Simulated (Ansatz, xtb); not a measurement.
## Relative energy of two structures of CH4GeZn

Structure X: a singlet given by its coordinates. Structure Y: `[CH3][Ge][ZnH]`, a singlet. Both are isolated molecules in the gas phase, relaxed with B3LYP/6-31G*.

X (Å):

```xyz
7

C     1.2254    0.6025    0.0533
Ge   -0.5810    0.4419   -0.8758
Zn   -1.8098   -0.9492    0.7031
H     1.6421   -0.3361    0.4257
H    -0.2438   -0.9467   -1.6303
H     1.1909    1.3379    0.8620
H     1.9077    0.9840   -0.7190
```

Close contacts (Å): C1–Ge2 2.04, Ge2–Zn3 2.44, C1–H4 1.09, C1–H6 1.09, C1–H7 1.10, Ge2–H5 1.62.

Y (Å):

```csv
atom,x (Å),y (Å),z (Å)
C,-0.0323,-1.3315,1.8230
Ge,0.6324,0.5046,1.2491
Zn,-0.3438,0.4792,-1.0084
H,0.5853,-2.0706,1.2891
H,0.1178,-1.4800,2.8960
H,-1.0748,-1.5463,1.5669
H,-0.9468,0.5742,-2.4624
```

Energies in hartree; the thermal terms are from B3LYP/6-31G* harmonic frequencies (ideal gas, rigid rotor, one conformer each, 400 K, 1 atm) and include the zero-point energy:

|  | X | Y |
| --- | --- | --- |
| E, CCSD(T)/def2-TZVP | −3894.395329 | −3894.373905 |
| zero-point energy | 0.042812 | 0.040828 |
| H(400 K) − E | 0.052901 | 0.051764 |
| G(400 K) − E | −0.001548 | −0.005492 |

**Question.** Work out ΔE, ΔE₀, ΔH and ΔG for X → Y in kcal/mol (1 Eh = 627.51 kcal/mol) and the equilibrium ratio [Y]/[X].

**Answer.** 1. ΔE = −3894.373905 − (−3894.395329) = +0.021424 Eh = +13.44 kcal/mol.
2. ΔE₀ = ΔE + ΔZPE = +0.021424 + (−0.001984) Eh = +12.20 kcal/mol.
3. ΔH = ΔE + (−0.001137) Eh = +12.73 kcal/mol.
4. ΔG = ΔE + (−0.003944) Eh = +10.97 kcal/mol, so ΔS = (ΔH − ΔG)/T = +18.4 J/(mol K).
5. kT = 1.2667 mEh, so K = [Y]/[X] = exp(−ΔG/kT) = exp(−13.80) ≈ 1.0 × 10^−6.

Structure X is favoured at this temperature. An error of 1 kcal/mol in ΔG would change K by a factor of 3.5. Mirror images and further conformers aren't counted.

Other levels gave ΔE = +27.4 (GFN2-xTB); +21.7 (HF/STO-3G, GFN2-xTB geometries); +19.1 (r2SCAN-D4/def2-SVP, GFN2-xTB geometries); +12.8 (B3LYP/6-31G*); +4.4 (HF/def2-TZVP); +12.4 (MP2/def2-TZVP) kcal/mol. The correlated steps freeze 15 core orbitals; the filled d shell of Ge is correlated; the last core shell of Zn is correlated, in a basis made for valence electrons. Programs: Ansatz 0.2.0, xtb 6.7.1.

The isomer with hydrogen on germanium lies below the zinc hydride at every level listed. X is the strongly pyramidal adduct of methylgermylene with a terminal zinc atom. Its shape suggests that the filled Zn 4s shell donates into the empty Ge 4p orbital while germanium keeps an s-rich lone pair. Y is a bent zincylgermylene, formally zinc(II), reached by moving hydrogen from germanium to zinc. That shift gains a more covalent Ge–Zn bond but gives up a Ge–H bond for a weaker Zn–H bond, which probably decides the order.

In the same basis the gap grows from +4.4 kcal/mol with HF to +12.4 with MP2, so correlation favours X, as expected for a dative contact between two soft, polarisable centres. The zero-point and entropy terms both favour Y, consistent with its softer Zn–H stretching and bending modes, but they are too small to reverse the order. The preference for X over Y doesn't show that X is strongly bound against loss of a zinc atom.
